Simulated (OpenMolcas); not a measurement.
CH3AlF2 (SMILES [CH3][Al]([F])[F]): the energy, rung by rung

CH3AlF2: 7 atoms, total charge 0, spin state singlet. SMILES: `[CH3][Al]([F])[F]`. Geometry: relaxed at PBE0-D4/def2-TZVP.

```xyz
7

C    -0.2536    0.8259   -0.2387
Al    0.2931   -0.9562    0.2455
F     1.5132   -1.2195    1.3155
F    -0.4234   -2.2976   -0.3786
H    -1.0758    0.8160   -0.9561
H    -0.5734    1.3845    0.6451
H     0.5811    1.3789   -0.6782
```

Quantity: the energy change with the C1–H6 bond stretched from 1.093 to 1.968 Å, in eV. The values are calculated.

| level | kind | program | value (eV) | less CCSD(T)/def2-SVPD | CPU time (all runs) |
| --- | --- | --- | --- | --- | --- |
| SVWN5/def2-SVPD (restricted) | LDA | OpenMolcas | 3.24 | +0.07 | 77 s |
| PBE/def2-SVPD (restricted) | GGA | OpenMolcas | 3.20 | +0.03 | 1.7 min |
| revPBE/def2-SVPD (restricted) | GGA | OpenMolcas | 3.17 | 0.00 | 95 s |
| M06-L/def2-SVPD (restricted) | meta-GGA | OpenMolcas | 3.45 | +0.28 | 2.1 min |
| TPSS/def2-SVPD (restricted) | meta-GGA | OpenMolcas | 3.25 | +0.08 | 2.1 min |
| B3LYP/def2-SVPD (restricted) | global hybrid | OpenMolcas | 3.34 | +0.17 | 95 s |
| B2PLYP/def2-SVPD (restricted) | double hybrid | OpenMolcas | 3.41 | +0.24 | 76 s |
| CCSD(T)/def2-SVPD (Cholesky decomposition) (restricted) | coupled cluster or CI | OpenMolcas | 3.17 | 0.00 | 19 min |

CCSD(T)/def2-SVPD (Cholesky decomposition) (restricted) is the highest level here, not the true value. At this stretch a single reference begins to fail. The first shape isn't each level's own minimum. The values span 3.17 to 3.45 eV. CPU times are rough (shared hosts, several kinds of processor): they show what a rung costs within a factor of a few.

Stretching the C–H bond costs more than 3 eV at every level, because the overlap between the carbon σ hybrid and hydrogen 1s is lost while the Al–C and Al–F bonds stay intact. As the σ and σ* orbitals draw together, left-right correlation grows, and a closed-shell determinant keeps too much ionic character. Exact exchange does not mimic this correlation as semilocal exchange does, which probably helps to place B3LYP and B2PLYP above the LDA, the GGAs and TPSS. M06-L breaks that pattern: it has no exact exchange, yet gives the largest value, 3.45 eV.

Accuracy therefore does not follow the ladder here. revPBE matches coupled cluster and the LDA lies only 0.07 eV above it, but agreement at a single displacement can come from cancelling errors and does not establish a good potential curve. Nor is it shown that this order would survive a larger basis, since the coupled-cluster correlation energy converges more slowly with basis size than the semilocal functionals do.
